**Notes: oxygen freeze-in in YBa$_2$Cu$_3$O$_{7-\delta}$ grains, inverse problem**

The frozen $\delta$ sets the hole doping, so I want $D=D_0e^{-E/kT}$ (chemical diffusion, $k$ Boltzmann's constant) from cooling runs. The data are made for the exercise and rounded. Platelets of radius $a$, equilibrated at 1100 K, cool at fixed oxygen pressure with constant $r=\mathrm d(1/T)/\mathrm dt$. With $x=1/T$, the equilibrium line is $\delta_{eq}=0.400-s\,(x-1.300\times10^{-3}\,\mathrm{K^{-1}})$, $s=500$ K. Each mean $\delta$ carries an independent $\sigma_\delta=0.003$. I define $x_f=1/T_f$ by $\delta_{eq}(x_f)=\delta$, and $y=\ln(a^2r)$ in SI units.

| $a$ (µm) | $r$ ($10^{-8}$ K$^{-1}$s$^{-1}$) | $\delta$ | $x_f$ ($10^{-3}$ K$^{-1}$) | $T_f$ (K) | $y$ |
|---|---|---|---|---|---|
| 5 | 2 | 0.247 | 1.606 | 623 | −42.14 |
| 5 | 20 | 0.334 | 1.432 | 698 | −39.84 |
| 20 | 2 | 0.356 | 1.388 | 720 | −39.37 |
| 20 | 20 | 0.443 | 1.214 | 824 | −37.06 |

**Model.** Oxygen moves far faster in the $ab$ plane than along $c$, so I take radial diffusion (cylinder), fast surface exchange and $D$ independent of $\delta$. Then $D\propto e^{-t/\tau}$ with $\tau=k/(Er)$, and $u=\tau D(t)/a^2$ is the reduced diffusion time left after $t$. A surface step at $t$ leaves the fraction $S(u)=\sum_n w_ne^{-\alpha_n^2u}$ unrelaxed, with $J_0(\alpha_n)=0$ and $w_n=4/\alpha_n^2$. Since $\delta_{eq}$ is linear in $t$, superposition gives a final mean $\delta_{eq}(t_f)$, where

$$\frac{t_f}{\tau}=\int_0^{u_0}\frac{1-S}{u}\,\mathrm du=\ln(Au_0)+\sum_nw_nE_1(\alpha_n^2u_0),\qquad \ln A=\gamma+\sum_nw_n\ln\alpha_n^2 ,$$

with $u_0=u(0)$, Euler's constant $\gamma$ and the exponential integral $E_1$. Dropping $E_1$ gives $u(t_f)=1/A$, and $r=|\mathrm dT/\mathrm dt|/T^2$ at $T_f$ yields Dodson's form (1973):

$$\frac{E}{kT_f}=\ln\frac{AD_0kT_f^2}{a^2E\,|\mathrm dT/\mathrm dt|}.$$

The cylinder has $\ln A=3.295$, $A=27$. The modes of a sphere give 55, those of a sheet of half-thickness $a$ give 8.7.

**Inversion.** With $m=k/E$ this is a straight line, $x_f=m[\ln(AD_0m)-y]$. Least squares: $\bar x=1.410\times10^{-3}$ K$^{-1}$, $\bar y=-39.60$, $S_{yy}=\sum(y-\bar y)^2=12.99$, $m=7.74\times10^{-5}$ K$^{-1}$. So $E=1.78\times10^{-19}$ J (1.11 eV). From $\ln D_0=\bar x/m+\bar y-\ln(Am)$ with $\bar x/m=18.2$, I get $D_0=2.5\times10^{-7}$ m$^2$/s. The largest residual in $\delta$ is 0.002. The worst run has $\alpha_1^2u_0=11$, so $E_1<10^{-5}$. Near $1/\bar x=709$ K a decade in $r$ moves $T_f$ by about $m\ln10/\bar x^2=90$ K.

**Uniqueness.** Two distinct values of $a^2r$ fix $m$ and $AD_0$ uniquely, but no set of runs separates $A$ from $D_0$. A sphere or sheet would multiply $D_0$ by 0.49 or 3.1 at unchanged $E$. Radii larger by a common 10 % would raise $D_0$ by 21 %.

**Error propagation.** $\sigma_x=\sigma_\delta/s=6.0\times10^{-6}$ K$^{-1}$ gives $\sigma_E/E=\sigma_m/m=\sigma_x/(m\sqrt{S_{yy}})=2.2\,\%$, or 0.02 eV. As $\bar x$ and $m$ are uncorrelated,

$$\sigma^2_{\ln D_0}=\left(\frac{\sigma_x}{2m}\right)^2+\left(\frac{\bar x}{m}+1\right)^2\left(\frac{\sigma_m}{m}\right)^2 ,$$

so $\sigma_{\ln D_0}=0.42$, a factor 1.5. Most of it cancels against $E$. At 709 K the bracket $(\bar x/m+1)$ becomes 1, and $D=3.0\times10^{-15}$ m$^2$/s to 4 %.

Systematics can be larger. $E\propto s$, so 5 % in $s$ is 5 % in $E$. Freezing is also gradual: $1-S$, as a function of $t/\tau$, is the survival function of a distribution with variance $\pi^2/6+\mathrm{var}_w(\ln\alpha_n^2)=4.9$, a standard deviation $\Delta x=1.7\times10^{-4}$ K$^{-1}$, about 86 K. A curvature $\delta_{eq}''$ adds $\tfrac12\delta_{eq}''\Delta x^2$ to $\delta$. A slope changing by 20 % across $\pm\Delta x$ gives 0.004, nearly the same shift in $x_f$ for all runs, hence 0.11 in $\ln D$, beyond the 4 %. I keep $E=1.11\pm0.02$ eV and $D(709\,\mathrm K)\approx3\times10^{-15}$ m$^2$/s, conditional on the cylinder and the linear $\delta_{eq}$.